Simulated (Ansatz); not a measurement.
Group exchange: C4H9F + SiH2(NH2)(SiH3) → C3H7F + CH9NSi2

Species: C4H9F (2-fluorobutane) `CCC(C)F`, singlet; SiH2(NH2)(SiH3), singlet; C3H7F (2-fluoropropane) `CC(C)F`, singlet; CH9NSi2 `CN[SiH2][SiH3]`, singlet. The partners trade CH3 for H: C–CH3 and N–H bonds give way to C–H and N–CH3.

Shapes, held fixed at every level: PBE0-D4/def2-TZVP. Flexible molecules stand in one conformer, not always the lowest. Programs: Ansatz 0.2.0. Electronic energies: no zero-point or thermal term.

```
                level                   kind  ΔE (kJ/mol)  less CCSD(T)/CBS estimate  CPU time (sum over the molecules)
    PBE-D4/def2-TZVPP                    GGA        +35.3                       -6.6                               36 s
 r2SCAN-D4/def2-TZVPP               meta-GGA        +39.1                       -2.8                               64 s
  B3LYP-D4/def2-TZVPP          global hybrid        +34.9                       -7.0                               63 s
r2SCAN0-D4/def2-TZVPP          global hybrid        +40.3                       -1.6                               56 s
    B2PLYP/def2-TZVPP          double hybrid        +38.6                       -3.3                               74 s
     CCSD(T)/def2-SVP  coupled cluster or CI        +35.9                       -6.0                               65 s
      CCSD/def2-TZVPP  coupled cluster or CI        +40.9                       -1.0                                  –
 CCSD(T)/CBS estimate  coupled cluster or CI        +41.9                        0.0                             31 min
```

The highest level, CCSD(T)/CBS estimate, gives ΔE = +41.9 kJ/mol; the levels span +34.9 to +41.9. The column of differences is taken from that level and isn't an error. No measured value is set beside it here. The CBS estimate extrapolates MP2 from def2-TZVPP and def2-QZVPP and adds CCSD(T) − MP2 in the triple-zeta set, cores frozen. Times are processor times on shared x86 and Arm servers, and rough.

Every level makes the exchange endothermic, so methyl is better placed on carbon and hydrogen on nitrogen. The main reason is probably bond polarity: the reactants combine a strongly polar N–H bond with a nearly nonpolar C–C bond, whereas the products have two bonds of intermediate polarity, which gives less total ionic stabilisation. Shortening the fluoroalkane chain also removes some favourable interactions between carbons one atom apart. Delocalisation of the nitrogen lone pair towards silicon is available on both sides and should largely cancel.

The sign is secure across these methods, but the magnitude is less so. All the density functionals fall below the highest level, perhaps because exchanging C–C and N–H for C–H and N–C leaves their bond-type errors only partly cancelled. Exact exchange alone does not order them: r2SCAN0 lies above r2SCAN, yet B3LYP gives the lowest value of all. The closeness of CCSD to the highest level does not show that triple excitations are negligible, since the basis treatment changes as well.
